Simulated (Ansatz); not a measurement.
Li: pressure against volume per atom

All results are calculated (Ansatz 0.2.0). Periodic Kohn-Sham DFT of a crystal at fixed atoms; pressure and stress are positive in compression; the energy is the free energy less that of spherical unpolarised free atoms; site moments are those in the method's own spheres, positive along +z.

Cell of the first row (space group R-3m, No. 166):
```
cell vectors (Å)
   1.5188     0.8769     7.4334
  -1.5188     0.8769     7.4334
   0.0000    -1.7538     7.4334
atoms (fractions of the cell vectors)
Li  0.00000  0.00000  0.00000
Li  0.22200  0.22200  0.22200
Li  0.77800  0.77800  0.77800
```

Settings of every row: method frozen-core PAW; functional LDA; relativity scalar; k mesh 12x12x12; filling fermi-dirac; smearing width 0.08 eV; wave cutoff 420 eV; paw set soft_2.

Atom start moment: 0 on all atoms.

Limits: PAW files made with PBE.

```
row  volume per atom (Å³)  pressure (GPa)
  1                19.801               ?
  2                20.222          -0.862
  3                20.643          -1.101
  4                20.854          -1.212
  5                21.065          -1.318
  6                21.275          -1.419
  7                21.486          -1.516
  8                21.907          -1.696
  9                22.329           -1.86
```

Question: what pressure should row 1 give?

Worked fit of pressure. Take u = (V_r/V)^(2/3) − 1 with V_r = 21.17 Å³ an atom, which is twice the finite (Eulerian) strain; such expansions in the strain, on which the Birch-Murnaghan equation of state is built, carry the rest volume and the bulk modulus. The shown rows have u = 0.03101, 0.01695, 0.01008, 0.00332, -0.00329, -0.00983, -0.02256, -0.03491. Least squares give pressure = −1.3693 + 15.27 × u + 34.87 × u² GPa; a straight line predicts inner rows, each left out in turn, worse (root mean square 0.011 against 0.00033 GPa). The rows lie off it by 0.000, -0.001, 0.000, 0.000, 0.000, 0.000, 0.000, 0.000. The withheld row has u = 0.04558, so the fit gives −1.3693 + 15.27 × (0.04558) + 34.87 × (0.04558)² = -0.601 GPa.

The calculation gave -0.599 GPa. The fit lies 0.002 GPa (0.16 % of the column's range) below it; its largest miss of a shown row is 0.001 GPa. This row lies beyond the range of the fit.
